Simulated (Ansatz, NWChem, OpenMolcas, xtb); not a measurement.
## CH2F2O (SMILES OC(F)F): the dipole moment, rung by rung

CH2F2O: 6 atoms, total charge 0, spin state singlet. SMILES: `OC(F)F`. The coordinates come from a PBE0-D4/def2-TZVP relaxation. This is one conformer, not always the lowest.

```tsv
atom	x (Å)	y (Å)	z (Å)
O	0.0951	0.9856	-0.4385
C	0.0606	-0.1378	0.3022
F	0.8763	-1.0925	-0.2082
F	-1.1797	-0.6843	0.3151
H	-0.1766	0.7729	-1.3403
H	0.3662	0.0921	1.3235
```

Each level gives the dipole moment (D). The values are calculated.

```json
{"level": "GFN2-xTB", "kind": "semi-empirical", "program": "xtb", "value (D)": "1.10", "CPU time": "under 2 s"}
{"level": "GFN0-xTB", "kind": "semi-empirical", "program": "xtb", "value (D)": "1.47", "CPU time": "under 2 s"}
{"level": "GFN1-xTB", "kind": "semi-empirical", "program": "xtb", "value (D)": "0.83", "CPU time": "under 2 s"}
{"level": "HF/STO-3G", "kind": "Hartree–Fock", "program": "OpenMolcas", "value (D)": "0.42", "CPU time": "1.5 s"}
{"level": "HF/3-21G", "kind": "Hartree–Fock", "program": "Ansatz", "value (D)": "0.71", "CPU time": "0.51 s"}
{"level": "HF/def2-SVP", "kind": "Hartree–Fock", "program": "Ansatz", "value (D)": "0.83", "CPU time": "1.7 s"}
{"level": "PBE/6-31G* (spherical functions)", "kind": "GGA", "program": "Ansatz", "value (D)": "0.72", "CPU time": "4.3 s"}
{"level": "BP86/def2-SVP", "kind": "GGA", "program": "OpenMolcas", "value (D)": "0.78", "CPU time": "14 s"}
{"level": "B3LYP/SBKJC-VDZ (core potential)", "kind": "global hybrid", "program": "NWChem", "value (D)": "0.77", "CPU time": "7.5 s"}
{"level": "B3LYP/LANL2DZ", "kind": "global hybrid", "program": "NWChem", "value (D)": "0.79", "CPU time": "9.7 s"}
```

The values span 0.42 to 1.47 D. Magnitudes only: a small dipole may point the other way at some levels. Sets without polarisation functions give poor dipoles. Times are those of the runs behind each value, whatever else they computed, on shared processors of several kinds: orders of magnitude only.

The small dipole reflects cancellation more than weakly polar bonds. In this conformer the hydroxyl hydrogen sits between the two fluorines, anti to the C–H bond, so its positive end partly offsets the negative charge on the fluorine side. The total is therefore a small difference between large contributions, sensitive to modest errors in charge distribution.

The Hartree–Fock values rise from 0.42 D in the minimal basis to 0.83 D with def2-SVP, probably because the more flexible sets describe charge transfer and the polarisation of the fluorine and oxygen lone pairs differently. In that same def2-SVP basis BP86 gives 0.78 D, so the change of electronic treatment matters less here than the step up from the minimal basis. The tight-binding results scatter far more, and the match between GFN1-xTB and HF/def2-SVP is probably fortuitous.

The density-functional values cluster closely, but this doesn't establish convergence, as none of their basis sets has the diffuse functions needed to describe the outer lone-pair density well.
